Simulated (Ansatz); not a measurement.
# CdH₂O₂: pressure and energy above lowest point against volume scale

All results are calculated (Ansatz 0.2.0). Free energy against uniform scaling of the volume at fixed shape and fractions; periodic cell, basis, potentials, k mesh and filling as listed.

The cell before it is scaled or strained (space group P3m1, No. 156):
```
cell vectors (Å)
   3.8526     0.0000     0.0000
  -1.9263     3.3364     0.0000
   0.0000     0.0000     4.4561
atoms (fractions of the cell vectors)
Cd  0.33333  0.66667  0.98730
H   0.00000  0.00000  0.00808
H   0.66667  0.33333  0.43189
O   0.00000  0.00000  0.78619
O   0.66667  0.33333  0.21189
```

Settings of every row: functional PBEsol; dispersion none; potentials PAW; wave cutoff 476.2 eV; density cutoff 1904.8 eV; k mesh 6x6x4; k shift 0x0x0; occupations fixed; smearing width 0 eV; spin none; SCF threshold exponent -10.

Limits: the cell comes from a prototype or a list of computed structures and needn't be the stable phase.

```
row  volume scale  V (Å³/atom)  pressure (GPa)  energy above lowest point (meV/atom)
  1        0.9406       10.775            0.03                                     0
  2        0.9703       11.115               ?                                     ?
  3             1       11.456           -5.09                                  11.4
  4        1.0297       11.796           -7.09                                  24.4
  5        1.0594       12.136           -8.78                                  41.3
```

Question: what pressure and energy above lowest point should row 2 give?

Worked fit of pressure. Take u = (V_r/V)^(2/3) − 1 with V_r = 11.626 Å³ an atom, which is twice the finite (Eulerian) strain; such expansions in the strain, on which the Birch-Murnaghan equation of state is built, carry the rest volume and the bulk modulus. The shown rows have u = 0.05198, 0.00987, -0.00963, -0.02822. Least squares give pressure = −6.132 + 102.53 × u + 308 × u² GPa; a straight line predicts inner rows, each left out in turn, worse (root mean square 0.3 against 0.00094 GPa). All shown rows lie on it to the printed digit. The pressure vanishes at u = 0.0518, or V = 10.78 Å³ an atom, and there the bulk modulus at fixed shape and fractions is B = −V dP/dV = (2/3)(1 + u) dP/du = 94.2 GPa. Letting shape and atoms relax would as a rule lower it, by much in layered, chain or molecular crystals. The withheld row has u = 0.03042, so the fit gives −6.132 + 102.53 × (0.03042) + 308 × (0.03042)² = -2.73 GPa.

The calculation gave -2.74 GPa. The fit lies 0.01 GPa (0.11 % of the column's range) above it, one unit of the last digit.

Worked fit of energy above lowest point. Take u = (V_r/V)^(2/3) − 1 with V_r = 11.626 Å³ an atom, which is twice the finite (Eulerian) strain; such expansions in the strain, on which the Birch-Murnaghan equation of state is built, carry the rest volume and the bulk modulus. The shown rows have u = 0.05198, 0.00987, -0.00963, -0.02822. Least squares give energy above lowest point = 17.37 − 667.3 × u + 6409 × u² meV/atom; a straight line predicts inner rows, each left out in turn, worse (root mean square 6.3 against 0.021 meV/atom). All shown rows lie on it to the printed digit. The withheld row has u = 0.03042, so the fit gives 17.37 − 667.3 × (0.03042) + 6409 × (0.03042)² = 3.0 meV/atom.

The calculation gave 3 meV/atom. The fit meets it to the printed digit.
